When a layered semiconductor is stretched equally in all directions, its bonds lengthen and its layers move apart at the same time. Both changes act on the band gap, and they need not act in the same direction. The table follows bulk WSe₂ through such a stretch, from a strongly compressed cell to a slightly expanded one, with the results of the largest cell left open. What should its two gaps be?

Bulk WSe₂ (space group P6₃/mmc, 6 atoms per cell), computed with Ansatz 0.2.0 using all-electron LAPW, the PBE functional and scalar relativity, without spin polarization. All cells use an 11×11×3 k mesh and Fermi–Dirac smearing of 0.08 eV, with the atoms held at fixed relative positions. The band gap is taken between bands 92 and 93, the highest filled and lowest empty.

```
volume (Å³/atom)     c/a  shortest distance (Å)  band gap (eV)  smallest direct gap on path (eV)
          19.047  3.9423                  2.480          0.894                             1.659
          19.453  3.9423                  2.497          0.916                             1.613
          19.858  3.9423                  2.514          0.936                             1.569
          20.061  3.9422                  2.523          0.945                             1.548
          20.263  3.9422                  2.531          0.953                             1.527
          20.466  3.9423                  2.540          0.961                             1.507
          20.669  3.9422                  2.548          0.968                             1.486
          21.074  3.9422                  2.565          0.981                             1.447
          21.479  3.9423                  2.581              ?                                 ?
```

The band gap is the energy from the highest filled state to the lowest empty one, wherever in the crystal's range of wavevectors these two states lie. The smallest direct gap compares filled and empty states at the same wavevector, which is what matters for strong light absorption; here it is sought along a path of wavevectors. In every known row the band gap is much the smaller of the two, so it is indirect: its two edges sit at different wavevectors. The ratio c/a, cell height over in-plane edge, stays fixed, and so do the relative positions of the atoms. Every length therefore grows by the same factor.

**From 19.047 to 19.858 Å³/atom: two gaps, two directions**

Over this first stretch the band gap widens by 0.042 eV, while the smallest direct gap narrows by 0.090 eV. One and the same expansion thus opens one gap and closes the other. A single picture such as "longer bonds, smaller gap" can't cover both. The two gaps must belong to states that feel the expansion differently.

The direct gap is the simpler case. In this family of materials it usually lies at K, a corner of the hexagonal zone of wavevectors, though the location was not recorded here. The states on either side of it are tungsten d orbitals mixed with selenium p orbitals, and they live almost wholly inside one layer. Their separation depends on how strongly neighbouring atoms overlap, and that overlap drops steeply as the atoms part. Stretching the layer therefore pulls these states together.

The indirect gap involves states of another kind. In bulk WSe₂ the highest filled states near the zone centre contain tungsten and selenium orbitals that point out of the layer, towards the next one. The lowest empty states, usually about halfway between the centre and K, also have some of this character. These assignments are standard band theory for the material; the table doesn't give the wavevectors of the edges.

The cell holds two layers, so each state of one layer has a twin in the other. Where the twins overlap across the space between the layers, they combine into a pair, one pushed up and one pushed down. The upper member of the filled pair forms the valence edge, and the lower member of the empty pair forms the conduction edge. Coupling between layers thus narrows the indirect gap from both sides, and moving the layers apart gives some of that width back.

At K the twins are coupled much more weakly. The filled states there consist mostly of orbitals that lie in the plane. The empty ones contain a tungsten orbital that points out of it, but tungsten sits in the middle of the layer, and the wave pattern at this wavevector cancels much of the overlap with the next one. The direct gap therefore gains little when the layers separate, and it shows mainly the weakening within each layer.

**From 19.858 to 20.669 Å³/atom: the opening slows**

The next stretch adds the same volume as the first, but the band gap now gains only 0.032 eV. The rise has lost about a quarter of its strength. The direct gap falls by 0.083 eV, almost as much as before. So the closing of the direct gap is nearly steady, while the opening of the band gap is running out.

The interlayer picture accounts for part of this. Orbital tails fade roughly exponentially with distance, so each further bit of separation removes less coupling than the last. If the weakening within the layers goes on acting against the opening, the balance tips a little further with each step. The band gap then still rises, but along a curve that bends over.

How much of the rise the layers' separation really carries is less certain. From the smallest to the largest known cell, the clearance between facing selenium sheets grows only from 3.07 to 3.18 Å. With typical orbital tails, that weakens a coupling of some tenths of an eV by perhaps 10 to 20 %, which is worth some hundredths of an eV. This is the right order for the total rise of 0.087 eV, but it leaves room for shifts within the layer that also help to open the indirect gap. Nor does so small a weakening explain the whole slowdown: from the first known interval to the last, the slope of the band gap against the logarithm of volume falls by more than a third. Changes within the layer probably supply the rest. Since bond length and layer spacing grow together here, these rows can't divide the credit.

Two neighbouring series would separate the causes. If only the spacing between rigid layers were increased, the direct gap should change little and the indirect gap should open, as it is known to do when a bulk crystal is thinned to a single layer. If a single layer were enlarged by the same factor in every direction, there would be no coupling left to lose, and any shift between the same two edge states would come from within the layer. Its band gap alone wouldn't tell, because in a single layer that gap usually lies at K. The present series mixes the two. For a related layered crystal, the first question is whether its edge states reach towards the next layer or stay within their own.

For practical use, 1 % more volume near the middle of the table widens the band gap by about 8 meV and narrows the direct gap by about 20 meV. These are not pressure coefficients of the real material. A real crystal under pressure gives way mostly along the stacking direction, where the bonding is weak, whereas here its shape is held fixed. The selenium atoms are also kept at fixed relative positions, and in the most compressed cell each feels a force of 1.3 eV/Å that would move it if it were free.

**From 20.669 to 21.074 Å³/atom: the last known step**

This step is half as long as the stretches before it. The band gap gains 0.013 eV and the direct gap loses 0.039 eV, so both trends continue without a break. By now the bonds are 3.4 % longer than in the smallest cell, and the direct gap is 13 % smaller. It therefore falls roughly as the inverse fourth power of length. Overlap between d and p orbitals also drops steeply with distance, but a gap is not itself an overlap, so the fitted power describes the trend and doesn't test the explanation.

One quantity from the same calculations calls for caution. The electrons are spread over the levels as if they were hot, with a thermal energy of 0.08 eV, and the resulting entropy term measures how many states lie within reach of the gap. Between the cells at 20.263 and 21.074 Å³/atom the band gap widens, which by itself should cut this term to about 0.84 of its value. Instead it grows by about 3 %. More states must therefore be coming within reach. The bands may simply be flattening near their edges as the overlap weakens, or other states may be drawing closer to those edges. States near K are natural candidates for the second, because the gap there is probably shrinking.

If such states overtook one of the present edges, the band gap would rise more slowly or turn down. The calculation might even notice this late, because its grid of wavevectors misses K itself. Spin–orbit coupling, which is left out, makes the matter more delicate still. In the real material it splits the filled states at K by roughly half an electronvolt and pushes the upper ones towards the valence edge. Which states form that edge is therefore less secure than the trend within this series.

**The cell at 21.479 Å³/atom: a forecast**

For a modest change of volume, a band energy can be expanded in the logarithm of the volume. The first coefficient is the deformation potential, the response to a small relative change of volume; the second lets that response weaken or strengthen along the way. With $V$ the volume and $V_0$ = 20.263 Å³/atom, this gives

$$E(V) = E_0 + a\,x + b\,x^2, \qquad x = \ln(V/V_0).$$

The three constants were found by least squares from the eight known rows, separately for each gap. For the band gap they are $E_0$ = 0.9531 eV, $a$ = 0.805 eV and $b$ = −2.45 eV. The negative $b$ expresses the opening that runs out.

In the largest cell $x = \ln(21.479/20.263) = 0.0583$. The linear term adds 0.0469 eV and the curvature takes back 0.0083 eV, so the band gap should be 0.9531 + 0.0469 − 0.0083 = 0.9917 eV. The same procedure gives 1.409 eV for the direct gap.

A trial shows how far such a step can be trusted. When the cell at 21.074 Å³/atom was left out of the fit, the formula still found its band gap to better than 1 meV, over a step of nearly the same length. The larger danger is a change of band edge, which no smooth formula can foresee. If the band gap then closed as fast as the direct gap does, it would drop to roughly 0.94 eV. A switch within this one step seems unlikely, so the forecasts stay with the smooth curves:

- The band gap still rises, by a smaller step than before, to about 0.992 eV, with a range of 0.988 to 0.996 eV.
- The smallest direct gap still falls, to about 1.41 eV, with a range of 1.405 to 1.415 eV.
- The gap remains indirect.

**The computed values**

The withheld rows as computed:

```
volume (Å³/atom)     c/a  shortest distance (Å)  band gap (eV)  smallest direct gap on path (eV)
          21.479  3.9423                  2.581          0.992                             1.410
```

All three forecasts hold. The band gap rises by 0.011 eV, a little less than in the step before, and both gaps differ from the formula by less than 1 meV. The direct gap is still 0.418 eV wider than the band gap, so the gap is clearly indirect. The ranges turn out to have been generous, as both misses are far smaller than their widths.

The hit shows that the balance of influences shifts smoothly over one more step and that no change of edge has yet turned the band gap down. It doesn't show that the layers' separation is the main cause, because any smooth mechanism with the same slope and curvature would have given the same numbers. Nor does it remove the warning from the entropy term, which concerned states drawing near rather than states already at the edge.

The curve shouldn't be followed much further. Taken literally, the negative curvature implies a largest band gap at some greater volume, but that point lies well outside the computed cells, and a new band edge could end the rise sooner. The gap values themselves also need care: PBE generally makes gaps too small, and spin–orbit coupling would lower the direct gap at K. What the series supports is the contrast between the two gaps: over this range, the same expansion that closes the direct gap opens the indirect one, by less and less.
